Q: I have a list of the Fermi-surface sheets of Al2Cu from an LDA calculation. For each sheet I would like the density of states, because it tells me how many electrons can respond to a small change in energy. Can I get it with a pencil?

Fermi-surface sheets of Al2Cu (I4/mcm, 6-atom cell, not relaxed), computed with Ansatz 0.2.0 using non-spin-polarized LDA, PAW and a 420 eV plane-wave cutoff. The electron density was converged on a 10x10x10 k mesh with 0.05 eV Gaussian smearing, and the sheets were computed on a 24x24x24 mesh. Band energies are counted from the Fermi level.

| row | sheet dos (states/eV/cell) | sheet spin | sheet band | sheet filled share | sheet mean speed (1e5 m/s) | sheet bottom (eV) | sheet top (eV) |
| --- | --- | --- | --- | --- | --- | --- | --- |
| 1 | 0.032 | both | 23 | 0.997 | 9.964 | -3.246 | 0.397 |
| 2 | 0.093 | both | 24 | 0.989 | 10.592 | -2.566 | 0.464 |
| 3 | 1.047 | both | 25 | 0.717 | 12.031 | -2.081 | 2.501 |
| 4 | 0.757 | both | 26 | 0.273 | 9.963 | -1.766 | 2.958 |
| 5 | 0.110 | both | 27 | 0.024 | 9.870 | -0.608 | 4.013 |

A: You can get it to within some tens of per cent from one other column, the sheet filled share. This is the fraction of the Brillouin zone, the space of the wave vectors that label the electron states, in which that band is occupied. The sheet dos is the number of states per eV and cell that the band offers at the Fermi level, and the sheet mean speed is how fast its electrons move there. Sheet bottom and sheet top are the lowest and highest energies of the band, counted from the Fermi level.

Q: Why should the filled share be enough?

A: Take the two extremes first. An empty band has no Fermi surface, and neither has a full one, so both have no states at the Fermi level. What counts is therefore the smaller of the filled and the empty share, which I call s. Row 5 is a nearly empty band with a small region of electrons, while rows 1 and 2 are nearly full bands with small regions of holes.

Between the extremes, picture the minority region as a ball. If the energy shifts slightly, the surface of the ball moves by a thin layer, and the states involved are those inside that layer. Their number is proportional to the surface area and inversely proportional to the speed, since a fast band changes its energy over a short distance. The volume of a ball goes as its radius cubed and its area as the radius squared, so at a common speed the density of states goes as s^(2/3).

Q: Is that more than a proportionality?

A: Yes, the ball gives a number as well. With V the cell volume, its radius k follows from k³ = 6π²s/V, and its density of states, both spins counted, is Vk²/(π²ħv), where v is the speed. For this cell and a round speed of 10⁶ m/s that comes to 1.05 s^(2/3) states per eV and cell.

All five sheets here have more area than one ball of the same volume, between 1.2 and 2.8 times as much. I therefore fitted one constant to the five rows, on a logarithmic scale so that small sheets count as much as large ones. Rounded, the rule is

sheet dos ≈ 1.8 s^(2/3) states per eV and cell.

The constant amounts to the area of about 1.7 balls at the round speed. It absorbs both shape and speed, so don't read it as a property of either.

Q: Where does the additional area come from?

A: One source is easy to see in row 1. The top of that band lies at the point P of the zone. The point −P has the same energy but is a different place, so the holes are shared between at least two places. Two equal balls have 2^(1/3), or about 1.3, times the area of one ball with the same total volume. The computed area is about 1.5 times that of one ball, so shape or further pockets must supply the rest.

Q: Show me the rule at work, and please don't pick the rows where it shines.

A: Then take rows 5 and 3, which have the two largest misses. Both were part of the fit.

For row 5 the band is almost empty, so s is the filled share itself, 0.024. Its cube root is about 0.29, the square of that is about 0.083, and multiplying by 1.8 gives 0.15. The calculation has 0.110, so the rule is 36% too high. The speed of this sheet is ordinary, but its area is only that of 1.2 balls, well below what the constant assumes.

For row 3 the band is mostly full, so s = 1 − 0.717 = 0.283. The same steps give 0.78, while the computed value is 1.047, so the rule is 26% too low. Here the area is that of 2.8 balls, well above what the constant assumes.

Q: I would have guessed that the sheet with the most states has the slowest electrons.

A: That is a sound instinct for narrow bands, but here row 3 has both the highest density of states and the highest mean speed. The density of states varies by a factor of about 33 over the table, the mean speed by only about 1.2. Area therefore sets the order of magnitude, and speed is a correction.

Treat the common speed as a finding for these five sheets, not as a law. If the Fermi level is moved by 0.25 eV either way, the fastest of these five is already 1.4 to 1.5 times as fast as the slowest of them.

Q: How far can I trust the rule over the whole table?

A: Every row comes out within 40% of the computed value. If each row is predicted from a constant fitted to the other four, the typical error is a factor of 1.3. That is enough to separate the two large sheets, rows 3 and 4, from the three small ones. The rule assigns 85% of the total to this pair, against 88% in the calculation.

It can't rank the two within the pair. Their values of s are nearly equal, so the rule gives them nearly the same density of states. In the calculation row 3 leads clearly, because its surface has much more area.

Q: My alloy may have a few more or fewer electrons. Can I follow one sheet with the same rule?

A: Only if its speed stays steady and its shape changes little. As a test I kept the five bands fixed, which a real alloy does only roughly, and applied the rule with the same 1.8 at 0.25 eV below and above the Fermi level. Nine of the ten estimates lie within about a third of the computed values, but row 5 at the upper level is 60% too high. The printed output after this text lists them all.

The free-electron gas shows what can happen. Its energy grows as the square of the radius, so its speed grows in proportion to the radius. A larger ball then has more area but also faster electrons, and the density of states rises only as s^(1/3).

Row 5 grows in much the same way. Between the lower and the upper level its filled share rises 3.4-fold and its speed about 1.5-fold, and its density of states follows s with an exponent of 0.29. In rows 1 and 4 the speed also rises with s, and the exponents are 0.47 and 0.25. The first is rough, because the empty share of row 1 at the upper level is only 0.0003. In rows 2 and 3 the speed changes by little more than a tenth at most, and both exponents are close to 0.7, near the two thirds of the rule.

Q: If row 5 grows like a free-electron gas, can I use the free-electron formula for it?

A: The formula is 3s/E, where E is the depth of the pocket from the Fermi level to the band edge. For row 5 it gives 3 × 0.024/0.608 = 0.118, only 8% too high. On the other four rows it is too low, by 24% to 68%.

Even the good result doesn't show that row 5 is a simple bowl. At the zone centre its band lies 0.43 eV below the Fermi level, but its lowest point, at 0.61 eV below, is elsewhere and has a twin on the opposite side. The likeness to a free-electron gas is in the growth, not in the form of the band. Over these five sheets the 2/3 rule comes closer, though its constant was fitted to them, while the free-electron formula has nothing fitted.

Q: What if a pocket is extremely small?

A: If the band edge is smooth, like the bottom of a bowl, the speed falls to zero there. The rule keeps the speed fixed, so it must end up too low. At 0.25 eV above the Fermi level a sixth sheet has just opened around the zone centre, with a share of only 0.0003, and the rule gives 0.008 where the calculation has 0.010. So small a sheet covers only a few points of the k mesh, so take this as an illustration and not as a test. Where two bands touch with a finite slope, the speed stays finite and this argument doesn't apply. That may be so for row 1, whose band meets the next one at P.

Small sheets also suffer most from uncertain input. The sheets were computed on a 24x24x24 k mesh, denser than the one used for the electron density, and whether that is dense enough for the small sheets was not tested. In row 1 the empty share is the small difference between 1 and 0.997, and rounding alone can shift the estimate by about a tenth. The cell was not relaxed either, and in LDA it is under tension. Relaxing it could change the small shares of rows 1, 2 and 5, which was not tested.

Q: What do I keep if I turn to a related metal?

A: Keep the reasoning and work out the constant afresh. For a given shape it scales as V^(1/3) divided by the speed, so a larger cell raises it and faster electrons lower it. Check first that the speeds of the sheets are similar. If they are, and no shape is extreme, s tells you which sheets have a large density of states and which a small one. Two sheets with similar s can be ranked only by their areas and speeds.

Printed output of the fit:

```
fit of y on 5 rows: constant 0.5632 +/- 0.1; rms 0.204, worst 3 -0.324, leave-one-out rms 0.255
Rule 1.8 x share^(2/3) in states/eV/cell:
  row  smaller share  share^(2/3)     rule  computed   miss %
    1          0.003       0.0208  0.03744     0.032       17
    2          0.011      0.04946  0.08903     0.093   -4.269
    3          0.283        0.431   0.7759     1.047   -25.89
    4          0.273       0.4208   0.7575     0.757  0.06566
    5          0.024       0.0832   0.1498      0.11    36.15
Parabola and shape:
  row  depth eV  parabola dos  miss %  sphere radius 1/A  area over one sphere
    1     0.397       0.02267  -29.16             0.1256                 1.464
    2     0.464       0.07112  -23.53             0.1936                 1.906
    3     2.501        0.3395  -67.58             0.5715                  2.79
    4     1.766        0.4638  -38.74             0.5647                 1.712
    5     0.608        0.1184   7.656             0.2511                 1.244
Shifted levels:
  row  rule miss % at -0.25 eV  rule miss % at +0.25 eV  own exponent  share ratio up/down  speed ratio up/down
    1                    28.24                   -32.78        0.4728              0.03571               0.7636
    2                   -20.59                   -10.39        0.7165              0.08865               0.9615
    3                   -17.14                   -14.06        0.7067               0.4007                1.128
    4                   -20.78                    6.801        0.2544                2.064                1.309
    5                    1.306                     60.2        0.2933                3.412                1.475
Constant for one sphere at 1e6 m/s (states/eV/cell): 1.047
Best single constant (states/eV/cell): 1.756
Typical leave-one-out error as a factor: 1.291
Exponent across the five sheets if left free: 0.7338
Largest over smallest sheet dos: 32.72
Largest over smallest mean speed: 1.219
Total dos by the rule (states/eV/cell): 1.81
Miss of the total (%): -11.25
Rows 3 and 4 in the computed total (%): 88.47
Rows 3 and 4 in the total by the rule (%): 84.74
Rule for band 28 at +0.25 eV, computed 0.010 (states/eV/cell): 0.008067
```
